**Question**

A crystal cell of Ti₂WO₄ holds two Ti, one W and four O atoms. A density-functional calculation has shared out its electrons among the atoms in two ways, and the table shows the outcome for six of the seven. Row 2 is the second Ti. The calculation adds a Hubbard term U to the PBE functional, 4 eV on the d shell of Ti and 6.2 eV on that of W, which penalises partly filled d orbitals.

Ansatz 0.2.0, PBE+U (U = 4 eV on Ti d, 6.2 eV on W d) with PAW, scalar-relativistic, no spin polarisation, for Ti₂WO₄ at fixed atoms; plane-wave cutoff 420 eV, k mesh 6×12×6, Gaussian smearing 0.1 eV. Bader charges are positive for electrons lost; Bader volumes omit near-empty space. The s, p and d electrons are Loewdin populations, zero for shells absent from the datasets.

```
row  bader charge (e)  element  s electrons (e)  p electrons (e)  d electrons (e)  bader volume (Å³)
  1             1.886       Ti            2.413            5.989            2.497              8.540
  2                 ?       Ti                ?                ?                ?                  ?
  3             1.222        W            2.673            5.983            4.545             16.560
  4            -1.350        O            1.733            4.982            0.000             10.340
  5            -1.311        O            1.760            4.982            0.000             13.090
  6            -1.183        O            1.759            4.869            0.000             12.650
  7            -1.196        O            1.750            4.884            0.000             12.870
```

The first way, Bader's, cuts space into one region per atom, with the boundaries running along the valleys of the electron density. The Bader charge is the number of valence electrons of the neutral atom less the number found in its region, so a positive value means electrons lost. The Bader volume is the size of that region. The second way, Loewdin's, asks how much of each occupied crystal state can be written in atomic orbitals, and gives the s, p and d electrons of each atom.

The cell has edges of 5.079 and 2.768 Å and a height of 5.878 Å above the face that they span at right angles. Each Ti sits in a trigonal prism of six O atoms, at a mean distance of 2.067 Å for row 1 and 2.070 Å for row 2. Both Ti touch the O atoms of rows 4 and 5. The prism of row 1 is completed by the O of row 6, that of row 2 by the O of row 7.

(a) Predict the Bader charge and volume of row 2, with a range.
(b) Predict its s, p and d electrons and their sum, with a range.
(c) Two methods are open: taking the difference between a total for the cell and the six known atoms, or copying the other Ti. Say which you trust for each quantity, and why.

**Model answer**

**(a) Charge and volume**

Bader regions fill the cell without gaps or overlaps. Every electron therefore belongs to exactly one atom, and in a neutral cell the seven charges must add up to zero. Whatever the six known atoms have gained or lost on balance, the seventh must make good. This is the reasoning of a plant engineer who closes a mass balance and obtains the last stream by difference.

With q for the Bader charge of row 2:

q = −(1.886 + 1.222 − 1.350 − 1.311 − 1.183 − 1.196) e
q = −(3.108 − 5.040) e = 1.932 e

I predict 1.93 ± 0.03 e, slightly more positive than the Ti of row 1. The estimate has no adjustable constant and uses only the six other atoms. Rounding in the table could shift it by a few thousandths of an electron. The wider range allows for the numerical integration of the density, whose errors in all regions would end up in the difference.

The volumes obey a balance of the same kind:

cell volume = 5.079 × 2.768 × 5.878 Å³ = 82.64 Å³
six known volumes = 8.54 + 16.56 + 10.34 + 13.09 + 12.65 + 12.87 = 74.05 Å³
volume of row 2 = 82.64 − 74.05 = 8.59 Å³

I predict 8.59 ± 0.10 Å³, nearly the volume of row 1. Regions of almost no density are left out of Bader volumes here. A compact oxide should have little such space, but any that exists would make the true value smaller than this difference.

**(b) Electrons in atomic orbitals**

The same balance is less safe for the Loewdin populations. Atomic orbitals describe the density near the nuclei well, but they form an incomplete set for the crystal. Some of the density between the atoms, where bonds have reshaped it, cannot be written in them. Populations of this kind therefore tend to add up to less than the number of electrons in the cell.

The better guide is the other Ti. In an oxide the filled O p states contain an admixture of metal d orbitals, and this admixture counts as d electrons of the metal. Its size depends on how strongly the orbitals overlap, which follows from distances and angles, and on how far apart they lie in energy, which depends on the surrounding charges. Two Ti atoms in nearly equal prisms should have nearly equal admixtures. The d count also includes any electrons that stay in the metals' own d states, and the copy assumes that the two Ti share these alike.

The O atoms support the idea that surroundings sort the charges. Those of rows 4 and 5 touch four Ti each (row 4 also one W) and carry −1.33 e on average. Those of rows 6 and 7 touch two Ti and one W each and carry −1.19 e. The two prisms thus share their more negative O atoms and differ only in the third kind, where rows 6 and 7 are nearly alike.

I therefore copy row 1 and predict 2.41 ± 0.04 s electrons, 5.99 ± 0.01 p electrons and 2.50 ± 0.10 d electrons. All the ranges given here are judgements, not statistical errors, and these three differ because the shells differ. The p count covers only the filled inner 3p shell, which hardly takes part in bonding. The d count belongs to the shell that bonds and conducts, so it has the most freedom to differ between the sites.

For the sum I predict 10.90 ± 0.12 electrons. The balance would give a higher figure, if the calculation treats 12 electrons of each Ti, 14 of W and 6 of each O as valence electrons. These are the usual numbers when the inner s and p shells are included, and the sizes of the populations agree with them:

all valence electrons = 2 × 12 + 14 + 4 × 6 = 62
sum for the six known atoms = 50.82
difference = 62 − 50.82 = 11.18

I expect the computed sum to fall below this difference.

**(c) Choice of method**

I trust the balance for Bader charge and volume, because there the parts must add up to a known whole. I trust the copy for the Loewdin populations, because there the parts probably do not. The copy is a chemical judgement and the balance is an accounting rule, so a success of one is no evidence for the other.

**The computed values**

The withheld rows as computed:

```
row  bader charge (e)  element  s electrons (e)  p electrons (e)  d electrons (e)  bader volume (Å³)
  2             1.930       Ti            2.405            5.990            2.467              8.590
```

All the predictions fall within their ranges. The balance gives the Bader charge to 0.002 e and the volume to better than 0.01 Å³, both of which are no more than rounding allows. The volumes also fill the cell, so no noticeable empty space was cut out.

The copied populations are close but not exact. The largest miss is in the d shell, as the widest range had allowed: row 2 has 2.467 d electrons, 0.03 fewer than predicted. The summed population is 10.86, clearly nearer to the copy than to the difference of 11.18.

**Remarks on the reasoning**

*What the balance proves.* The excellent Bader result shows that the electrons were counted consistently. It would have been just as good had the second Ti been in quite different surroundings, because its charge would then have been balanced by changes on the other atoms. A candidate who presents the agreement as support for a theory of bonding has mistaken a closed account for an explanation.

*Why a difference can mislead.* The calculation did treat 62 electrons as valence electrons, as assumed above. The atomic orbitals fail to capture 0.32 of them, about 0.5 %. Spread over seven atoms, this is a small flaw. Taken by difference, the whole of it lands on the one atom that is sought, where it is several times larger than the real difference between the two Ti. A plant whose flow meters all read slightly low has the same trouble: each reading is usable, but the stream found by difference carries the shortfall of them all.

*What the copy proves.* Copying row 1 would have given a Bader charge of 1.886 e, too low by 0.044 e, or about 2 % of the computed charge. That is good for an argument from surroundings alone, though it would have missed the range set for the balance. The Loewdin populations agree on the direction, since they too leave row 2 with slightly fewer electrons than row 1. A possible reason is that the Ti of row 1 has its nearest W a little closer, at about 3.1 Å against 3.2 Å, and so keeps more electrons in metal–metal overlap; this is a guess that the table cannot test.

*Why formal charges were of no use.* A candidate may be tempted to start from Ti⁴⁺, W⁶⁺ and O²⁻. Two Ti and one W would then give up 14 electrons, while four O can take only 8, so six electrons per formula must stay on the metals. The computed W is in fact less positive than the Ti of row 1 by 0.66 e, the reverse of the formal order. Two things favour this order: W touches only three O atoms where each Ti touches six, and W is the more electronegative metal. Bonds between W atoms, 2.77 Å apart along the short edge of the cell, may also help to hold the electrons. The distance alone does not show it, since neighbouring Ti atoms of the same row are just as far apart.

*Where the copy could fail.* Whatever part of the six leftover electrons goes to Ti, and not to W, need not be split evenly between the two Ti sites. The Hubbard term works against the tendency of PBE to spread d electrons too widely. Without spin polarisation, however, every orbital holds equal amounts of both spins, so the term can favour an empty orbital or a pair, but not a single electron settled on one Ti. A treatment that allows magnetic moments might place more of the d electrons on one Ti than on the other. The close match of the d populations therefore holds for this metallic solution, and for a crystal form that may not be the stable one.

*Carrying the method to another oxide.* In rutile TiO₂ all Ti sites are equivalent by symmetry, and so are all O sites. Copying is then exact, and neutrality makes each O charge minus half the Ti charge. In an oxide that holds distinct Ti³⁺ and Ti⁴⁺ sites, copying from one to the other would be a mistake, whereas the Bader balance would still close. The order of work is the same in each case: ask first whether the parts must add up to a known total, and only then whether two sites are alike enough for one to stand for the other.
